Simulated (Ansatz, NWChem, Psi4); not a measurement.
# A ladder of methods for Si3H8 (trisilane)

The species is Si3H8 (11 atoms), meant as a singlet with charge 0. As SMILES, `[SiH3][SiH2][SiH3]`. Geometry: relaxed at PBE0-D4/def2-TZVP.

Each level gives the atomisation enthalpy at 298 K (kJ/mol). The values are calculated. The thermal term (zero-point and 298 K enthalpy, harmonic and unscaled) is that of B3LYP/6-31G*; the spin-orbit lowering of the free atoms at 298 K, 1.3 kJ/mol by their spectra, is taken off.

**What was measured.** CRC Handbook of Chemistry and Physics gives the atomisation enthalpy at 298 K of the gas as 2973 kJ/mol.

| level | kind | program | value (kJ/mol) | computed − measured |
| --- | --- | --- | --- | --- |
| SVWN5/6-31G* (spherical functions) | LDA | Ansatz | 3259 | +286 |
| B3LYP/6-31G* (spherical functions) | global hybrid | Ansatz | 2930 | -43 |
| HSE06/6-31G* (spherical functions) | range-separated hybrid | Ansatz | 2913 | -60 |
| wB97M-V/6-31G* (spherical functions) | range-separated hybrid | Psi4 | 2991 | +18 |
| wB97X/6-31G* (spherical functions) | range-separated hybrid | NWChem | 2989 | +16 |
| B2PLYP/6-31G* (spherical functions) | double hybrid | Ansatz | 2827 | -146 |
| MP2/6-31G* (spherical functions) | perturbation theory | Ansatz | 2553 | -420 |
| CCSD/6-31G* (spherical functions) | coupled cluster or CI | Ansatz | 2585 | -388 |

Nearest: wB97X/6-31G* (spherical functions) (+16 kJ/mol); farthest: MP2/6-31G* (spherical functions) (-420 kJ/mol). Computed less measured by kind, in kJ/mol (6-31G* rows): LDA +286; global hybrid -43; range-separated hybrid -60 to +18; double hybrid -146; perturbation theory -420; coupled cluster or CI -388. Wave-function methods converge slowly with the basis and bind too weakly in sets of this size; that is part of their error here. The measured heats of formation of B, Si, Al and metal atoms are uncertain by some kJ/mol each.

Only the LDA binds trisilane far too strongly, while MP2 and CCSD fall furthest below experiment. Atomisation breaks every Si–Si and Si–H electron pair, so it tests how evenly a method treats the molecule and its open-shell atoms. The local density approximation favours the molecule, an imbalance that gradient corrections and exact exchange largely remove.

In the wave-function results, the correlation gained on pairing electrons in bonds must be built from virtual orbitals. 6-31G* has no p functions on hydrogen, which hampers this in the Si–H bonds that dominate the molecule. B2PLYP, with only a fraction of perturbative correlation, accordingly lies between MP2 and the ordinary hybrids.

Range separation alone does not fix the sign of the error: HSE06 underbinds, whereas wB97X and wB97M-V slightly overbind. A larger basis would probably raise all three values, so the closeness of wB97X to experiment may not survive it. The total also cannot show how each error divides between Si–Si and Si–H bonds.
